## 1. Premises and conventions

One carrier in a three-dimensional crystal at zero temperature. For a hole, energies are hole energies counted from the valence-band maximum of the undistorted crystal, so a negative value means bound. The signs of the charge and of the deformation potential drop out, since both enter squared. SI electrostatics; $e>0$.

- **P1, adiabatic lattice.** The ionic kinetic energy is dropped; displacements are classical parameters.
- **P2, one parabolic band** of mass $m$: kinetic energy $(\hbar^2/2m)\int|\nabla\psi|^2d^3r$, with $\int|\psi|^2d^3r=1$.
- **P3, linear short-range coupling.** The carrier energy shifts by $E_d\Delta(\mathbf r)$, with dilation $\Delta=\nabla\cdot\mathbf u$, in a harmonic isotropic elastic medium with Lamé constants $\lambda,\mu$.
- **P4, linear long-range coupling** to the ionic polarisation of an isotropic dielectric with constants $\varepsilon_\infty$ and $\varepsilon_s$; define $1/\kappa=1/\varepsilon_\infty-1/\varepsilon_s$.
- **P5, cutoff.** The carrier cannot be confined to less than one site of volume $a^3$.

The model goes back to Toyozawa (1961). Plan: eliminate the lattice exactly for fixed $\psi$, reduce $\psi$ to one length $R$, and classify the minima in $\alpha=a/R$. F denotes the extended ("free") state, S the self-trapped state at $\alpha=1$.

## 2. Eliminating the lattice

Under P1 the total energy $H[\psi,\mathbf u,\mathbf P]$ is to be made stationary in all arguments. It is a positive quadratic form plus a linear term in $\mathbf u$ and $\mathbf P$, so the lattice minimum at fixed $\psi$ is unique and explicit. Let $\rho=|\psi|^2$ and $\rho_{\mathbf q}=\int\rho\,e^{-i\mathbf q\cdot\mathbf r}d^3r$.

**Strain.** In Fourier space

$$U_{\rm ac}=\int\!\frac{d^3q}{(2\pi)^3}\Big[\tfrac12\mathbf u_{\mathbf q}^\dagger\Lambda\,\mathbf u_{\mathbf q}+iE_d\,\rho^*_{\mathbf q}\,\mathbf q\cdot\mathbf u_{\mathbf q}\Big],\qquad \Lambda=(\lambda+\mu)\mathbf q\mathbf q^{T}+\mu q^2\mathbb 1 .$$

The vector $\mathbf q$ is an eigenvector of $\Lambda$ with eigenvalue $Cq^2$, $C=\lambda+2\mu$. The force is parallel to $\mathbf q$, so transverse waves stay unexcited, and $\mathbf q^T\Lambda^{-1}\mathbf q=1/C$ for every $\mathbf q$. A constant kernel in $\mathbf q$ is local in $\mathbf r$; the problem reduces to minimising $\tfrac12C\Delta^2+E_d\rho\Delta$ point by point:

$$\Delta=-\frac{E_d}{C}\rho,\qquad U_{\rm ac}^{\min}=-\frac{E_d^2}{2C}\int|\psi|^4d^3r .\tag{1}$$

The modulus is the longitudinal one, $C=K+4G/3$ with bulk modulus $K$ and shear modulus $G$, not $K$: the surrounding medium resists a local dilation by shearing.

**Polarisation.** The carrier creates a curl-free displacement field $\mathbf D$ with $\nabla\cdot\mathbf D=\pm e\rho$. The total static polarisation is $\mathbf D(1-1/\varepsilon_s)$. The electronic part $\mathbf D(1-1/\varepsilon_\infty)$ follows the carrier instantly and is already contained in the band energy. The slow remainder is $\mathbf P=\mathbf D/\kappa$. The quadratic functional with coupling $-\mathbf P\cdot\mathbf D/\varepsilon_0$ and this minimiser is

$$U_{\rm op}=\int\Big[\frac{\kappa P^2}{2\varepsilon_0}-\frac{\mathbf P\cdot\mathbf D}{\varepsilon_0}\Big]d^3r,\qquad U_{\rm op}^{\min}=-\frac{1}{2\varepsilon_0\kappa}\int D^2d^3r .$$

With $|\mathbf D_{\mathbf q}|=e|\rho_{\mathbf q}|/q$,

$$U_{\rm op}^{\min}=-\frac{e^2}{2\varepsilon_0\kappa}\int\!\frac{d^3q}{(2\pi)^3}\frac{|\rho_{\mathbf q}|^2}{q^2}=-\frac12\frac{e^2}{4\pi\varepsilon_0\kappa}\iint\frac{\rho(\mathbf r)\rho(\mathbf r')}{|\mathbf r-\mathbf r'|}d^3r\,d^3r' .\tag{2}$$

In both channels the coupling term equals $2U^{\min}$ and the stored lattice energy equals $-U^{\min}$, as for any displaced oscillator.

## 3. Scaling and the trial function

Put $\psi=R^{-3/2}\phi(\mathbf r/R)$ with fixed normalised shape $\phi$. Changing variables, the kinetic term scales as $R^{-2}$, (1) as $R^{-6}R^{3}=R^{-3}$, and (2) as $R^{-1}$. The exponents hold for any shape; $\phi$ fixes only the coefficients. Take

$$\psi=\Big(\frac{\sqrt2\,\alpha}{a}\Big)^{3/2}e^{-\beta r^2},\qquad\beta=\frac{\pi\alpha^2}{a^2}=\frac{\pi}{R^2}.$$

The prefactor squared is $(2\beta/\pi)^{3/2}$, and $\int e^{-2\beta r^2}d^3r=(\pi/2\beta)^{3/2}$, so $\psi$ is normalised. Each Cartesian variance of $\rho$ is $1/4\beta$, so $\langle r^2\rangle=3/4\beta$ and the rms radius is $0.49R$.

1. Kinetic: $|\nabla\psi|^2=4\beta^2r^2\rho$, mean $3\beta$, energy $3\hbar^2\beta/2m$. For an anisotropic band each axis gives $\hbar^2\beta/2m_i$, so $m$ is the harmonic mean, $3/m=\sum_i1/m_i$.
2. Short range: $\int|\psi|^4d^3r=(2\beta/\pi)^3(\pi/4\beta)^{3/2}=(\beta/\pi)^{3/2}=\alpha^3/a^3$. The participation volume $1/\int|\psi|^4d^3r$ is $R^3$. It equals the site volume at $\alpha=1$, which is why $R$ is defined this way, and P5 reads $\alpha\le1$.
3. Long range: $\rho_{\mathbf q}=e^{-q^2/8\beta}$, so $\int\frac{d^3q}{(2\pi)^3}\frac{4\pi}{q^2}|\rho_{\mathbf q}|^2=\frac2\pi\int_0^\infty e^{-q^2/4\beta}dq=2\sqrt{\beta/\pi}=2\alpha/a$.

Collecting terms,

$$E(\alpha)=B\alpha^2-E_{\rm sr}\alpha^3-E_{\rm lr}\alpha,\qquad 0<\alpha\le1,\tag{3}$$

$$B=\frac{3\pi\hbar^2}{2ma^2},\qquad E_{\rm sr}=\frac{E_d^2}{2Ca^3},\qquad E_{\rm lr}=\frac{e^2}{4\pi\varepsilon_0\kappa a}.\tag{4}$$

The limit $\alpha\to0$ is the band-edge state in the undistorted crystal, $E=0$. The carrier level in the frozen distortion is $B\alpha^2-2E_{\rm sr}\alpha^3-2E_{\rm lr}\alpha$; it lies below $E$ by the lattice relaxation energy. Any other local linear coupling (shear, local optical modes) also yields a term proportional to $\int|\psi|^4d^3r$ after an angular average and adds to $E_{\rm sr}$.

Reduced form: $\epsilon=E/B$, $g_s=E_{\rm sr}/B$, $g_l=E_{\rm lr}/B$,

$$\epsilon=\alpha^2-g_s\alpha^3-g_l\alpha,\qquad\epsilon'=2\alpha-3g_s\alpha^2-g_l .$$

## 4. Short-range coupling alone, $g_l=0$

Here $\epsilon'=\alpha(2-3g_s\alpha)$.

- Near $\alpha=0$, $\epsilon\simeq\alpha^2>0$: F is a local minimum for every $g_s$.
- The only other stationary point is $\alpha^*=2/(3g_s)$, where $\epsilon''=2-6g_s\alpha^*=-2$: a maximum. No state of intermediate radius is stable.
- If $\alpha^*<1$, $\epsilon$ decreases on $(\alpha^*,1]$ and the end point $\alpha=1$ is a local minimum, held there by P5. This requires $g_s>2/3$.
- $\epsilon(1)=1-g_s$ falls below F for $g_s>1$.

The barrier seen from F is $\epsilon(\alpha^*)=4/(9g_s^2)-8/(27g_s^2)$:

$$W_0=\frac{4B^3}{27E_{\rm sr}^2}\quad\text{at}\quad\alpha^*=\frac{2B}{3E_{\rm sr}} .\tag{5}$$

The barrier seen from S is

$$\epsilon(\alpha^*)-\epsilon(1)=\frac{4}{27g_s^2}-1+g_s=\frac{(3g_s-2)^2(3g_s+1)}{27g_s^2},$$

which vanishes quadratically at $g_s=2/3$.

**Criterion.** $E_{\rm sr}/B<2/3$: F only. $2/3<E_{\rm sr}/B<1$: F stable, S metastable. $E_{\rm sr}/B>1$: S stable, F metastable behind $W_0$. At $g_s=1$ the ground state jumps from $\alpha=0$ to $\alpha=1$.

Inserting (4) into (5) cancels $a$: $W_0=2\pi^3\hbar^6C^2/(m^3E_d^4)$. The barrier is a continuum property, whereas the thresholds are set by the cutoff.

In $d$ dimensions (1) scales as $\alpha^d$. For $d=1$ it wins at small $\alpha$ and binding has no threshold; for $d=2$ it scales like the kinetic term and there is a threshold without a barrier. The coexistence of F and S needs $d=3$.

## 5. Adding the long-range term

For $g_l>0$, $\epsilon'(0)=-g_l<0$: the band-edge state is unstable. The roots of $\epsilon'=0$ are

$$\alpha_\pm=\frac{1\pm\sqrt D}{3g_s},\qquad D=1-3g_sg_l ,$$

with $\epsilon''(\alpha_\pm)=\mp2\sqrt D$. So $\alpha_-$ is a minimum, the large polaron, which takes over the role of F, and $\alpha_+$ is the barrier top. For $g_s\to0$, $\alpha_-=g_l/(1+\sqrt D)\to g_l/2$ and $E\to-E_{\rm lr}^2/4B$.

**Barrier.** Write $\epsilon'=-3g_s(\alpha-\alpha_-)(\alpha-\alpha_+)$ and $\delta=\alpha_+-\alpha_-=2\sqrt D/3g_s$. Since $\int_0^\delta y(\delta-y)dy=\delta^3/6$, the difference $\epsilon(\alpha_+)-\epsilon(\alpha_-)$ is $g_s\delta^3/2$:

$$W=\frac{4B^3}{27E_{\rm sr}^2}\Big(1-\frac{3E_{\rm sr}E_{\rm lr}}{B^2}\Big)^{3/2}.\tag{6}$$

It reduces to (5) at $E_{\rm lr}=0$ and vanishes at $3g_sg_l=1$. For $3g_sg_l>1$, $\epsilon'<0$ everywhere and the carrier slides to $\alpha=1$ unhindered.

**Existence of S.** The end point is a minimum if $\epsilon'(1)<0$:

$$3g_s+g_l>2 .\tag{7}$$

When $D>0$ and (7) holds, $\alpha=1$ lies outside $[\alpha_-,\alpha_+]$, and the midpoint $1/3g_s$ tells on which side. If $g_l<1$, (7) gives $3g_s>1$: both roots lie below 1, and F, barrier and S coexist. If $g_l>1$, $D>0$ gives $3g_s<1$: both roots lie above 1 and are cut off. For $g_l>1$ there is never a barrier; the single minimum $\alpha_-$ moves continuously to 1 as $g_s$ rises to $(2-g_l)/3$.

**Stability of S.** The competitor is the large polaron, so the condition is $\epsilon(1)<\epsilon(\alpha_-)$, not $\epsilon(1)<0$. At equality the cubic $\epsilon(\alpha)-\epsilon(1)$ has a simple zero at 1 and a double zero at $x=\alpha_-$:

$$\epsilon(\alpha)-\epsilon(1)=-g_s(\alpha-1)(\alpha-x)^2 .$$

Matching the $\alpha^2$ and $\alpha$ coefficients gives $g_s(1+2x)=1$ and $g_l=g_s\,x(x+2)$. Eliminating $x=(1-g_s)/2g_s$ gives $4g_sg_l=(1-g_s)(1+3g_s)$, whose positive root is

$$g_s^c=\tfrac13\Big[1-2g_l+\sqrt{(1-2g_l)^2+3}\Big],\qquad0\le g_l\le1 .\tag{8}$$

On this line $g_s+g_l=1+x^2/(1+2x)$, so $g_s^c\simeq1-g_l+g_l^2/4$ for small $g_l$. Also $3g_s+g_l-2=(1-x)^2/(1+2x)\ge0$ and $D=(1-x)^2/(1+2x)^2\ge0$: line (8) runs between the two limits of coexistence, and all three meet at $x=1$, the end point $(g_s,g_l)=(1/3,1)$.

| $g_l$ | S appears, $(2-g_l)/3$ | S stable, $g_s^c$ | barrier gone, $1/3g_l$ |
|---|---|---|---|
| 0 | 0.667 | 1 | never |
| 0.1 | 0.633 | 0.903 | 3.33 |
| 0.5 | 0.500 | 0.577 | 0.667 |
| 1 | 0.333 | 0.333 | 0.333 |

Example, $g_s=1.2$. For $g_l=0$: $\alpha^*=0.556$, $W_0=0.103B$. For $g_l=0.1$: $D=0.64$, $\alpha_-=0.056$, $\alpha_+=0.50$, $W=0.053B$. A small polar term halves the barrier.

## 6. Range of validity

**(a) Shape of $\psi$.** Each shape defines a path from F to the collapsed state, and the true saddle of the functional is the lowest maximum over all paths, so (5) is an upper bound within the continuum model. The bound is proportional to $J=(\int|\nabla\psi|^2)^3/(\int|\psi|^4)^2$. The Gaussian has $J=27\pi^3$. For $\psi\propto e^{-r/R}$ the integrals are $1/R^2$ and $1/8\pi R^3$, $J=64\pi^2$, and the barrier is $64/27\pi=0.75$ of (5).

**(b) Continuum forms at $\alpha=1$.** Compare with a carrier on one site of a simple cubic lattice, hopping $t=\hbar^2/2ma^2$, $\rho_{\mathbf q}=1$ inside a zone taken as a sphere of radius $q_D=(6\pi^2)^{1/3}/a$. The short-range energy is $E_d^2/2Ca^3$, as in (4). The long-range energy from (2) is $(e^2/4\pi\varepsilon_0\kappa)\,q_D/\pi=1.24E_{\rm lr}$. The localisation energy is the half bandwidth $6t$, while (4) gives $3\pi t$, larger by $\pi/2=1.57$. $B$ is best read as the distance from the band edge to the band centre.

**(c) Thresholds on a lattice.** Same lattice, site-local coupling, $B=6t$, trial amplitudes $\psi_{\mathbf n}\propto\eta^{|n_1|+|n_2|+|n_3|}$. Per axis the geometric sums give norm $(1+\eta^2)/(1-\eta^2)$, neighbour overlap $2\eta/(1+\eta^2)$, and $\sum\psi^4=p=(1+\eta^4)(1-\eta^2)/(1+\eta^2)^3$. Then

$$E/B=k(\eta)-g_s\,p^3,\qquad k=\frac{(1-\eta)^2}{1+\eta^2}.$$

S exists once $g_s$ exceeds $\min_\eta k'/(p^3)'=0.60$ and is stable once it exceeds $\min_\eta k/p^3=0.90$. The structure of Section 4 survives, with thresholds about a tenth lower, and S is a true interior minimum: from $k\simeq1-2\eta$ and $p^3\simeq1-12\eta^2$, $E\simeq B-E_{\rm sr}-B^2/12E_{\rm sr}$ at large $g_s$.

**(d) Adiabaticity.** S needs $\hbar\omega\ll B$. The large polaron needs more: its binding must exceed the LO phonon energy $\hbar\omega$. Quantise the polarisation with $|V_{\mathbf q}|^2=e^2\hbar\omega/(2\varepsilon_0\kappa\Omega q^2)$ in volume $\Omega$; this is fixed by requiring $-\sum_{\mathbf q}|V_{\mathbf q}\rho_{\mathbf q}|^2/\hbar\omega$ to equal (2). Second order for the band-edge state, with $r_p=\sqrt{\hbar/2m\omega}$:

$$\Delta E=-\sum_{\mathbf q}\frac{|V_{\mathbf q}|^2}{\hbar\omega(1+q^2r_p^2)}=-\frac{e^2}{4\pi^2\varepsilon_0\kappa}\int_0^\infty\!\frac{dq}{1+q^2r_p^2}=-\frac{e^2}{8\pi\varepsilon_0\kappa r_p}\equiv-\alpha_F\hbar\omega .\tag{9}$$

Cutting the integral at $q_D$ multiplies (9) by $(2/\pi)\arctan(q_Dr_p)$. From (4), $E_{\rm lr}^2/4B=\alpha_F^2\hbar\omega/3\pi$. For $\alpha_F<3\pi$ the shift (9), absent under P1, exceeds the adiabatic large-polaron energy. F then lies lower than (3) says, and (8) favours S too much. At finite $\omega$ the exact eigenstates are Bloch states: S forms a very narrow band, and the barrier is passed by tunnelling as well as by activation.

**(e) Harmonic lattice.** The density-weighted dilation is $|\langle\Delta\rangle|=|E_d|\alpha^3/Ca^3$. For a uniform dilation, $K=-V\,dP/dV$ and $K'=dK/dP$ give the energy density $\tfrac12K\Delta^2[1-(1+K')\Delta/3]$. Applied to the stored energy $E_{\rm sr}$, this estimates the cubic term as $E_{\rm sr}(1+K')|\langle\Delta\rangle|/3$, with a sign that depends on the sign of $E_d$.

**(f) Not included.** Band degeneracy, anisotropy of $\varepsilon$ and $C$, piezoelectric coupling (it scales as $\alpha$ and adds to $E_{\rm lr}$), disorder, and the entropy that favours F at finite temperature.

## 7. Illustration: holes in β-Ga₂O₃ and ZnO

The top of the valence band is mainly O 2p in both oxides, so $a^3$ is the volume per oxygen.

**Compiled measured values.** β-Ga₂O₃: $\varepsilon_s=10.2$ along $a^*$ (Gopalan 2020), $\varepsilon_\infty=3.57$ (Schubert 2016), $K=184$ GPa with $K'=4$ (Lion 2021). ZnO: lattice constants 3.25 Å and 5.207 Å (arXiv 2012), $\varepsilon_s=8.91$ along $c$ at fixed strain (Wu 2005), $\varepsilon_\infty=3.74$ (Skone 2014), $C_{11}=207$, $C_{33}=209.5$, $C_{13}=106.1$, $C_{44}=44.8$ GPa (Oses 2018). The fixed-strain $\varepsilon_s$ is the right one for P4, since strain is treated separately.

**Approximate or assumed inputs.** β-Ga₂O₃: conventional cell of about 209 Å³ with 12 oxygen atoms; Poisson ratio $\nu\approx0.30$. Harmonic-mean hole masses of about $6\,m_e$ (β-Ga₂O₃, very flat band top) and $0.8\,m_e$ (ZnO). One effective $\hbar\omega\approx0.07$ eV for both. An assumed effective $|E_d|=5$ eV for both, lumping all local couplings.

**Working.** Constants: $\hbar^2/m_e=7.620$ eV Å², $e^2/4\pi\varepsilon_0=14.40$ eV Å, 1 GPa Å³ $=6.242\times10^{-3}$ eV. The ZnO cell is $(\sqrt3/2)(3.25)^2(5.207)=47.6$ Å³ with two oxygen atoms. For β-Ga₂O₃, $C=3K(1-\nu)/(1+\nu)$. For ZnO, $C$ is the spherical average of the longitudinal stiffness $C_{11}\sin^4\theta+C_{33}\cos^4\theta+2(C_{13}+2C_{44})\sin^2\theta\cos^2\theta$, namely $(8C_{11}+3C_{33}+4C_{13}+8C_{44})/15$. Intermediate values are carried unrounded; the last digits serve the arithmetic only.

| | β-Ga₂O₃ | ZnO |
|---|---|---|
| $a^3$ (Å³) | 17.4 | 23.8 |
| $a$ (Å) | 2.59 | 2.88 |
| $1/\kappa$ | 0.182 | 0.155 |
| $C$ (GPa) | 297 | 204 |
| $Ca^3$ (eV) | 32.3 | 30.4 |
| $B$ (eV) | 0.89 | 5.42 |
| $E_{\rm sr}$ (eV) | 0.39 | 0.41 |
| $E_{\rm lr}$ (eV) | 1.01 | 0.78 |
| $g_s$ | 0.43 | 0.076 |
| $g_l$ | 1.14 | 0.14 |
| $3g_s+g_l$ | 2.44 | 0.37 |
| $3g_sg_l$ | 1.48 | 0.033 |
| $E(1)$ (eV) | −0.51 | 4.23 |
| $B/\hbar\omega$ | 13 | 77 |
| $r_p$ (Å) | 3.0 | 8.2 |
| $\alpha_F$ | 6.2 | 1.9 |
| $\alpha_F\hbar\omega$ (eV) | 0.44 | 0.14 |

**β-Ga₂O₃ model.** With $E_{\rm lr}$ switched off, $g_s=0.43<2/3$ and S would not exist; stability would need $|E_d|>\sqrt{2Ca^3B}=7.6$ eV. With it, (7) holds and $D<0$: $E(\alpha)$ falls monotonically to $E(1)=-0.51$ eV. Because $g_l>1$, no value of $E_d$ produces a barrier at this mass. The minimum sits at $\alpha=1$ for $|E_d|>4.1$ eV; even $E_d=0$ leaves a compact state, $\alpha=0.57$, $E=-0.29$ eV.

**ZnO model.** Condition (7) fails by a wide margin; S would appear only for $|E_d|>14$ eV. The sole minimum is $\alpha_-=0.072$, $R=4.0$ nm, $E=-0.028$ eV. This binding is below $\hbar\omega$ and near $k_BT=0.026$ eV at 300 K, so by (d) it is not an adiabatic state; the weak-coupling shift $-0.14$ eV of (9) replaces it.

**What separates the two.** The coupling energies are similar. Solving $2B=3E_{\rm sr}+E_{\rm lr}$ for the mass gives $4.9\,m_e$ for β-Ga₂O₃ and $4.3\,m_e$ for ZnO. The band mass decides: the assumed β-Ga₂O₃ mass lies modestly above its threshold, the ZnO mass far below. Varying the mass takes the β-Ga₂O₃ model close to the end point $(1/3,1)$: coexistence is confined to masses between $4.92$ and $4.93\,m_e$, with $W$ from (6) at most 0.4 meV, which is negligible.

**Size of neglected terms.**

- Single-site values from (b), $2B/\pi$ and $1.24E_{\rm lr}$, give $E(1)=-1.07$ eV and $+2.08$ eV. The signs hold; the β-Ga₂O₃ depth is uncertain by a factor of two.
- Anharmonicity in β-Ga₂O₃: nominal $|\langle\Delta\rangle|=0.15$, cubic term about 0.10 eV.
- Phonon dressing in β-Ga₂O₃: the cutoff factor is 0.86, so (9) gives about 0.4 eV. At $\alpha_F=6.2$ this is a scale, not a converged value, but it rivals $|E(1)|$. The depth of S below a dressed mobile hole is therefore smaller than $|E(1)|$ and is not resolved by this model.
- ZnO piezoelectricity: a typical squared coupling $k_{\rm pe}^2\approx0.1$ relates the fixed-strain and stress-free constants by $\varepsilon_s=\varepsilon_{\rm free}(1-k_{\rm pe}^2)$, which adds $k_{\rm pe}^2/\varepsilon_s$ to $1/\kappa$ and 0.06 eV to $E_{\rm lr}$. β-Ga₂O₃ is centrosymmetric and has no such term.
- ZnO bands: $B$ exceeds the typical gap of about 3.4 eV, so P2 is overstretched at $\alpha=1$, and the compiled spin-orbit splitting of $-0.0035$ eV (Karazhanov 2005) leaves the top valence bands nearly degenerate. With $B$ cut to $2B/\pi=3.45$ eV, $2B=6.90$ eV still far exceeds $3E_{\rm sr}+E_{\rm lr}=2.01$ eV.

The model's result is a barrier-free small hole polaron about 0.5 eV below the rigid-lattice band edge for the β-Ga₂O₃ inputs, and a mobile, weakly dressed hole for the ZnO inputs. The typical picture of these oxides is self-trapped holes in β-Ga₂O₃, with a static-lattice trapping energy of roughly half an eV, and none in bulk ZnO. The β-Ga₂O₃ mass and $E_d$ were chosen to reproduce that behaviour, so the depth is no independent prediction; the ZnO verdict survives every variation listed above.